Indium arsenide and indium antimonide are used in infrared detectors, where the band gap sets the longest wavelength that is absorbed. An engineer who wants to know how compression moves that limit finds in the table below a band gap and its change when every edge of the cell is shortened by 1 %. The gaps come from an r2SCAN calculation without spin-orbit coupling, the interaction between an electron's spin and its orbital motion. The problem is to decide in which rows the number called "band gap change" can be taken at its word.

Zincblende compounds (space group F-43m), computed with Ansatz 0.2.0: DFT with r2SCAN, plane-wave PAW, 500 eV cutoff, no spin polarisation. The band gap change is the gap with every cell edge shortened by 1 % minus the gap of the unstrained cell, which was relaxed with r2SCAN. Volumes and distances are those of the unstrained cell.

```
formula  element on site A  Z A  element on site B  Z B  volume per atom (Å³)  shortest distance (Å)    k mesh  band gap change (eV)  unstrained band gap (eV)  unstrained gap kind
     BN                  B    5                  N    7                  5.88                  1.563  12×12×12                 0.039                     5.003             indirect
     BP                  B    5                  P   15                 11.67                  1.964  10×10×10                -0.044                     1.410             indirect
    BAs                  B    5                 As   33                 13.68                  2.071  10×10×10                -0.031                     1.375             indirect
    AlN                 Al   13                  N    7                 10.43                  1.892  10×10×10                 0.024                     3.941             indirect
    GaN                 Ga   31                  N    7                 11.38                  1.948  10×10×10                 0.203                     2.168               direct
    GaP                 Ga   31                  P   15                 20.24                  2.360     8×8×8                -0.053                     1.844             indirect
   GaAs                 Ga   31                 As   33                 22.74                  2.454     8×8×8                 0.245                     0.962               direct
   GaSb                 Ga   31                 Sb   51                 28.82                  2.655     8×8×8                 0.231                     0.414               direct
    InP                 In   49                  P   15                 25.77                  2.558     8×8×8                 0.176                     1.026               direct
   InAs                 In   49                 As   33                 28.50                  2.645     8×8×8                 0.166                     0.081               direct
   InSb                 In   49                 Sb   51                 35.27                  2.840     6×6×6                 0.183                     0.014               direct
```

(a) Compare the band gap changes of the rows with a direct gap. Does any row stand out? Then compare each change with the unstrained band gap of its own row.

Solution. In the six direct rows the gap opens between two levels at Γ, the centre of the Brillouin zone. The upper level is s-like and antibonding between neighbouring atoms, so shorter bonds push it up. The lower level is p-like and bonding, so the stronger interaction holds it down relative to the upper one. Compression therefore widens the gap, here by 0.17 to 0.25 eV.

The five indirect rows have their lowest conduction level at or near another point, X, where the level responds differently. Their gaps change little, and in three of them they shrink. They are a different transition and should not be read as weak cases of the first kind.

Among the direct rows the changes raise no suspicion. InAs and InSb lie within 0.02 eV of InP, which has a comfortable gap of about 1 eV. A reader who looks at this column alone finds three similar indium compounds.

The comparison with the unstrained gap separates them. In InP the change is about a sixth of the gap, in InAs twice the gap, and in InSb about thirteen times. The last ratio is only a signal: the InSb gap is smaller than the 0.02 eV smearing of the occupations in that run, whose Fermi energy (6.760 eV) lies above the conduction minimum (6.748 eV), so the levels at Γ are partly filled. Only these last two rows change by more than the gap they start from. A ratio above one does not prove an error, but at this strain it marks a starting gap small enough for a modest omission to decide whether there is a gap at all. The threshold belongs to this strain. Twice the compression should roughly double the level shifts at Γ, and that of GaSb would then exceed its unchanged starting gap. The program raised no warning in any of these runs, not even in those of InAs and InSb. The absence of a warning is therefore no assurance that a band gap change can be taken at its word, and the comparison with the starting gap has to be made by the reader.

(b) Estimate what spin-orbit coupling would do to the gaps of InAs, InSb and GaSb. What becomes of their band gap changes?

Solution. A free atom with one p electron shows the principle. Without the coupling its six p states, three orbitals with two spins each, have the same energy. The coupling splits them into an upper group of four and a lower group of two, a distance Δ apart, and to first order it leaves their average where it was. If the upper group rises by u, the lower one must fall by 2u, and the two shifts together make up Δ:

u + 2u = Δ, so u = Δ/3

The valence top at Γ splits in the same pattern. The analogy ends with the size of Δ, because the crystal level is spread over both kinds of atom. Most of it sits on the anion, however, so a heavy anion such as antimony brings a large Δ. The s-like conduction level has no orbital angular momentum for the spin to couple to, and it stays in place to the same order. The distance from the valence top up to the s-like level is then

signed gap = computed gap − Δ/3

For InAs, Δ is roughly 0.39 eV, a recalled value. The unstrained row gives

0.081 − 0.39/3 = 0.081 − 0.130 = −0.049 eV

The negative sign means that the s-like level now lies below the group of four. It is then filled, and only two electrons are left for the four states above it. A partly filled group has empty states at the same energy as filled ones, so the gap is zero.

Compression lifts the s-like level relative to the valence top by the tabulated 0.166 eV, which brings the signed gap to about +0.12 eV. On this estimate the gap of InAs opens from zero to 0.12 eV, and the first part of the tabulated change is spent on restoring the normal order of the levels. In InSb the signed gap is about −0.26 eV before compression and still −0.07 eV after it. The gap is zero both times, so its change is zero where the table has 0.183 eV.

GaSb shows that a heavy anion alone does not cause the failure. Its Δ is nearly that of InSb, but its computed gap of 0.41 eV is larger than Δ/3. It keeps a gap in both cells, and its tabulated change remains the change of the gap at Γ. That is not yet the change of the least gap of real GaSb: there a second conduction valley, at L, is known to lie only slightly above Γ and to rise more slowly under pressure, so at the 1.7 GPa of this strain the least gap is expected to move to L and to grow by less than the table says. The danger lies in a large Δ combined with a small computed gap, and the same subtraction can be made for any neighbouring compound whose Δ is known.

In InAs and InSb the tabulated number is still meaningful as the movement of one level against another. The two levels differ in symmetry at Γ, so they can pass through each other without mixing, and the shift runs on smoothly through zero. What fails, once the coupling is added to this functional, is the name "band gap change".

The estimate was applied to all eleven rows with recalled splittings and no adjusted constant; the output after this text lists the results. It has not been tested against a calculation that includes the coupling, and beyond first order the rise for a heavy anion is expected to be somewhat less than Δ/3. For unstrained InSb the inversion is clear. For unstrained InAs it rests on 0.05 eV and for compressed InSb on 0.07 eV, so a small correction could reverse either.

(c) Real InAs and InSb do have gaps, roughly 0.42 and 0.24 eV at low temperature. Is the missing spin-orbit coupling to blame for the computed values being too small? Which number can the detector engineer use?

Solution. The coupling raises the valence top and so makes the gap smaller. For InAs the computed gap falls short of the real one by 0.34 eV without the coupling, and the signed gap by 0.47 eV once the coupling is estimated. Leaving it out has hidden part of another error. Adding the missing physics would make the calculation more complete and its gap worse.

One source of that other error can be sized with the table itself. The relaxed cells of InAs and InSb are too long by roughly 1 % along each edge, again a recalled figure. The compressed runs therefore lie close to the real crystals. In them the shortfall, with the coupling estimated, drops from 0.47 to 0.30 eV for InAs and from 0.50 to 0.31 eV for InSb. Very roughly a third of the error thus comes from a cell that is too large; the share is no better known than the 1 %, and it is probably larger for InSb, whose cell is the further off.

Most of the remaining 0.3 eV is probably the well-known tendency of functionals of this kind to give gaps that are too small. Their approximate treatment of exchange lowers the filled levels too little relative to the empty ones. The rough measured values and the first-order estimate also enter this remainder, so it is not a precise measure of the functional's error.

GaAs shows why such an error can go unnoticed. Its unstrained gap, with the coupling estimated, is about 0.65 eV too small, a larger shortfall than in either indium compound. Yet about 0.85 eV remains, the levels keep their order, and the tabulated change is still the change of a gap. The same kind of error that makes a wide gap inaccurate can remove a narrow one altogether.

For the detector, the computed gaps of InAs and InSb should be set aside, together with any percentage based on them. The level shift is the better number, because an error that is the same in both cells cancels in the difference. Added to the real gap, it suggests that 1 % compression along every edge widens the gap of InAs by about 40 % and that of InSb by about three quarters, which moves the detection limit to clearly shorter wavelengths. This is a rough guide for uniform compression. The shift was computed from the too large cell down to about the real one and is here applied from the real cell onward, and recalled measured values of the shift are somewhat larger, most of all for InSb, so these percentages probably err on the low side. The table cannot show whether the functional's error itself changes as the cell shrinks.

Output of the analysis:

```
Estimate with spin-orbit coupling (eV, ratio without unit):
   row  change / unstrained gap  rise of valence top  signed gap unstrained  signed gap strained  change of true gap
    BN                 0.007795             0.006667                  4.996                5.035               0.039
    BP                 -0.03121              0.01333                  1.397                1.353              -0.044
   BAs                 -0.02255                 0.07                  1.305                1.274              -0.031
   AlN                  0.00609             0.006667                  3.934                3.958               0.024
   GaN                  0.09363             0.006667                  2.161                2.364               0.203
   GaP                 -0.02874              0.02667                  1.817                1.764              -0.053
  GaAs                   0.2547               0.1133                 0.8487                1.094               0.245
  GaSb                    0.558               0.2533                 0.1607               0.3917               0.231
   InP                   0.1715              0.03667                 0.9893                1.165               0.176
  InAs                    2.049                 0.13                 -0.049                0.117               0.117
  InSb                    13.07                 0.27                 -0.256               -0.073                   0
Smallest gap change among the direct rows, eV: 0.166
Largest gap change among the direct rows, eV: 0.245
Number of rows whose change exceeds the unstrained gap: 2
Number of rows inverted before strain by the estimate: 2
Number of rows inverted after strain by the estimate: 1
Shortfall of GaAs gap against recalled value, spin-orbit estimate included, unstrained, eV: 0.6513
Shortfall of InAs, same, unstrained, eV: 0.469
Shortfall of InAs, same, strained cell, eV: 0.303
Shortfall of InSb, same, unstrained, eV: 0.496
Shortfall of InSb, same, strained cell, eV: 0.313
InAs shift as percentage of the recalled real gap, %: 39.52
InSb shift as percentage of the recalled real gap, %: 76.25
```
